**Errors of the vertical ionisation energy of H$_2$B–P by level of theory**

The table holds the error in meV of the gap from the neutral singlet to the cation doublet of BH$_2$P for 25 levels, relative to RCCSDTQ/cc-pVDZ with frozen core (9.300 eV). The program fits nothing: it sorts the levels by accuracy, forms the steps between them and uses total energies of the neutral to split gap errors into neutral and cation parts, measured from RCCSDT(Q). One parameter-free estimate, a tenth of the valence correlation energy, gives 0.630 eV for the Hartree–Fock deficit against a computed 0.858 eV. The output shows that RMP2 and RCCSD(T) gain from cancellation between the two states, and that the differences between unrestricted and restricted levels from MP2 to CCSDT sit mostly in the symmetry-broken neutral. Costs are compared only as powers of ten from the leading scaling steps.

Errors in the vertical ionisation energy of H$_2$B–P, from the singlet neutral to the doublet cation, calculated with Ansatz 0.2.0 at the listed levels and taken against RCCSDTQ. All levels use the cc-pVDZ basis and the same PBE0/def2-TZVP geometry for both states, with core electrons left uncorrelated in the wavefunction methods.

## The fit in Python

```python
# Table: error (meV) of the vertical ionisation energy of BH2P (neutral singlet to cation doublet)
# by level of theory, Ansatz 0.2.0, cc-pVDZ, frozen core, against RCCSDTQ (gap 9.300 eV).
# Tested: steps between levels, split of gap errors into neutral and cation parts, U versus R.
T = {
    'row_level': ['RHF', 'UHF', 'RMP2', 'UMP2', 'CISD', 'RCCSD', 'UCCSD', 'RCCSD(T)', 'UCCSD(T)', 'BCCD(T)', 'RCCSDT', 'UCCSDT', 'RCCSDT(Q)', 'UCCSDT(Q)', 'CASSCF valence', 'NEVPT2 valence', 'MRCISD valence', 'MRCISD+Q valence', 'PBE', 'r2SCAN', 'PBE0', 'B3LYP', 'wB97M-V', 'B2PLYP', 'RPA-PBE'],
    'row_error': [-856.0, -654.0, -53.0, -179.0, -207.0, -61.0, -84.0, -3.0, -25.0, -3.0, -6.0, -11.0, 2.0, 3.0, -739.0, -145.0, -82.0, -2.0, 136.0, 208.0, 167.0, 157.0, 128.0, 18.0, 113.0],  # meV
}
import math
from scipy import constants as C
E = dict(zip(T['row_level'], T['row_error']))
gap = 9.300  # eV, reference gap from the notes of the table
# neutral total energies (eV), typed from further outputs of the same runs
rhf, uhf = -9973.09942, -9973.41062
N = {'RHF': rhf, 'UHF': uhf, 'RMP2': rhf - 0.96862 - 4.014775, 'UMP2': uhf - 0.88072 - 3.65114,
     'CISD': -9978.62029, 'RCCSD': rhf - 6.028357, 'UCCSD': uhf - 5.695941,
     'RCCSD(T)': -9979.34362, 'UCCSD(T)': -9979.32092, 'BCCD(T)': -9979.34397,
     'RCCSDT': -9973.09944 - 6.279835, 'UCCSDT': -9973.41064 - 5.963581,
     'RCCSDT(Q)': -9979.39548, 'UCCSDT(Q)': -9979.3975}
K = {k: N[k] + gap + E[k] / 1000 for k in N}  # derived cation energies
kcal = 1000 * C.calorie * 1000 / (C.N_A * C.e)
print(f"Table rounding 0.5 meV, derived cation values good to about 1 meV; 1 kcal/mol = {kcal:.1f} meV")
lo = 0.0
for hi in (10.0, kcal, 100.0, 250.0, 1000.0):
    s = [k for k in E if lo <= abs(E[k]) < hi]
    print(f"|error| {lo:.0f} to {hi:.0f} meV ({len(s)}): " + ", ".join(s))
    lo = hi
print(f"RHF, RCCSD(T) error as share of gap: {E['RHF']/gap/10:.1f} %, {E['RCCSD(T)']/gap/10:.2f} %")
lad = ['RHF', 'RMP2', 'RCCSD', 'RCCSD(T)', 'RCCSDT', 'RCCSDT(Q)']
print("Restricted steps in gap, meV: " + ", ".join(f"{b} {E[b]-E[a]:+.0f}" for a, b in zip(lad, lad[1:])) + f", RCCSDTQ {-E[lad[-1]]:+.0f}")
cas = E['CASSCF valence']
print(f"CASSCF less RHF {cas-E['RHF']:+.0f} meV = {100*(cas-E['RHF'])/-E['RHF']:.0f} % of the RHF error")
print(f"From CASSCF: NEVPT2 {E['NEVPT2 valence']-cas:+.0f}, MRCISD {E['MRCISD valence']-cas:+.0f}; +Q adds {E['MRCISD+Q valence']-E['MRCISD valence']:+.0f} meV")
print(f"MRCISD less CISD {E['MRCISD valence']-E['CISD']:+.0f}, RCCSD less CISD {E['RCCSD']-E['CISD']:+.0f} meV in gap")
y = 'RCCSDT(Q)'
cn, ck = N['RHF'] - N[y], K['RHF'] - K[y]
print(f"Correlation RHF to {y}: neutral {cn:.3f}, cation {ck:.3f}, difference {cn-ck:.3f} eV ({100*(cn-ck)/cn:.1f} %)")
print(f"Estimate, one of 10 electrons removed: {cn/10:.3f} eV, off by {100*(cn/10/(cn-ck)-1):+.0f} %")
print(f"Energy above {y}, meV: neutral, cation, gap shift | share of correlation recovered (R only)")
for k in N:
    if k == y:
        continue
    dn, dk = 1000 * (N[k] - N[y]), 1000 * (K[k] - K[y])
    ex = f" | {100*(1-dn/1000/cn):.1f} %, {100*(1-dk/1000/ck):.1f} %" if k[0] != 'U' and k != 'RHF' else ""
    print(f"  {k:10s} {dn:7.0f} {dk:7.0f} {dk-dn:+6.0f}{ex}")
print(f"CISD above RCCSD: neutral {1000*(N['CISD']-N['RCCSD']):.0f}, cation {1000*(K['CISD']-K['RCCSD']):.0f} meV")
print("U less R, meV: neutral, cation, gap")
UR = {}
for m in ('HF', 'MP2', 'CCSD', 'CCSD(T)', 'CCSDT', 'CCSDT(Q)'):
    UR[m] = (1000 * (N['U'+m] - N['R'+m]), 1000 * (K['U'+m] - K['R'+m]))
    print(f"  {m:9s} {UR[m][0]:+6.0f} {UR[m][1]:+6.0f} {E['U'+m]-E['R'+m]:+6.0f}")
print(f"RHF neutral with UHF cation: gap error {1000*(K['UHF']-N['RHF']-gap):+.0f} meV")
df = ['PBE', 'r2SCAN', 'PBE0', 'B3LYP', 'wB97M-V']
v = [E[k] for k in df]
print(f"Five functionals: mean {sum(v)/len(v):+.0f}, range {min(v):+.0f} to {max(v):+.0f}, spread {max(v)-min(v):.0f} meV")
print(f"PBE0 less PBE {E['PBE0']-E['PBE']:+.0f}, RPA-PBE less PBE {E['RPA-PBE']-E['PBE']:+.0f}, B2PLYP less B3LYP {E['B2PLYP']-E['B3LYP']:+.0f} meV")
o, nv = 5, 31  # correlated occupied and virtual orbitals, from the same runs
sc = {'CCSD': (2, 4), '(T)': (3, 4), 'CCSDT': (3, 5), '(Q)': (4, 5), 'CCSDTQ': (4, 6)}
print("Leading step o^a v^b against CCSD, power of ten, no prefactors; (T), (Q) done once:")
print("  " + ", ".join(f"{k} N^{a+b} 10^{math.log10(o**(a-2)*nv**(b-4)):.1f}" for k, (a, b) in sc.items()))
assert all(E[k] > 0 for k in df + ['B2PLYP', 'RPA-PBE'])
assert max(E['RHF'], E['UHF'], cas) < min(E[k] for k in E if k not in ('RHF', 'UHF', 'CASSCF valence'))
assert all(UR[m][0] > 2 * abs(UR[m][1]) for m in ('MP2', 'CCSD', 'CCSD(T)', 'CCSDT'))
assert 1000 * (N['RCCSD(T)'] - N[y]) > 5 * abs(E['RCCSD(T)'] - E[y])
```

It prints:

```
Table rounding 0.5 meV, derived cation values good to about 1 meV; 1 kcal/mol = 43.4 meV
|error| 0 to 10 meV (6): RCCSD(T), BCCD(T), RCCSDT, RCCSDT(Q), UCCSDT(Q), MRCISD+Q valence
|error| 10 to 43 meV (3): UCCSD(T), UCCSDT, B2PLYP
|error| 43 to 100 meV (4): RMP2, RCCSD, UCCSD, MRCISD valence
|error| 100 to 250 meV (9): UMP2, CISD, NEVPT2 valence, PBE, r2SCAN, PBE0, B3LYP, wB97M-V, RPA-PBE
|error| 250 to 1000 meV (3): RHF, UHF, CASSCF valence
RHF, RCCSD(T) error as share of gap: -9.2 %, -0.03 %
Restricted steps in gap, meV: RMP2 +803, RCCSD -8, RCCSD(T) +58, RCCSDT -3, RCCSDT(Q) +8, RCCSDTQ -2
CASSCF less RHF +117 meV = 14 % of the RHF error
From CASSCF: NEVPT2 +594, MRCISD +657; +Q adds +80 meV
MRCISD less CISD +125, RCCSD less CISD +146 meV in gap
Correlation RHF to RCCSDT(Q): neutral 6.296, cation 5.438, difference 0.858 eV (13.6 %)
Estimate, one of 10 electrons removed: 0.630 eV, off by -27 %
Energy above RCCSDT(Q), meV: neutral, cation, gap shift | share of correlation recovered (R only)
  RHF           6296    5438   -858
  UHF           5985    5329   -656
  RMP2          1313    1258    -55 | 79.2 %, 76.9 %
  UMP2          1453    1272   -181
  CISD           775     566   -209 | 87.7 %, 89.6 %
  RCCSD          268     205    -63 | 95.7 %, 96.2 %
  UCCSD          289     203    -86
  RCCSD(T)        52      47     -5 | 99.2 %, 99.1 %
  UCCSD(T)        75      48    -27
  BCCD(T)         52      47     -5 | 99.2 %, 99.1 %
  RCCSDT          16       8     -8 | 99.7 %, 99.8 %
  UCCSDT          21       8    -13
  UCCSDT(Q)       -2      -1     +1
CISD above RCCSD: neutral 507, cation 361 meV
U less R, meV: neutral, cation, gap
  HF          -311   -109   +202
  MP2         +140    +14   -126
  CCSD         +21     -2    -23
  CCSD(T)      +23     +1    -22
  CCSDT         +5     +0     -5
  CCSDT(Q)      -2     -1     +1
RHF neutral with UHF cation: gap error -965 meV
Five functionals: mean +159, range +128 to +208, spread 80 meV
PBE0 less PBE +31, RPA-PBE less PBE -23, B2PLYP less B3LYP -139 meV
Leading step o^a v^b against CCSD, power of ten, no prefactors; (T), (Q) done once:
  CCSD N^6 10^0.0, (T) N^7 10^0.7, CCSDT N^8 10^2.2, (Q) N^9 10^2.9, CCSDTQ N^10 10^4.4
```
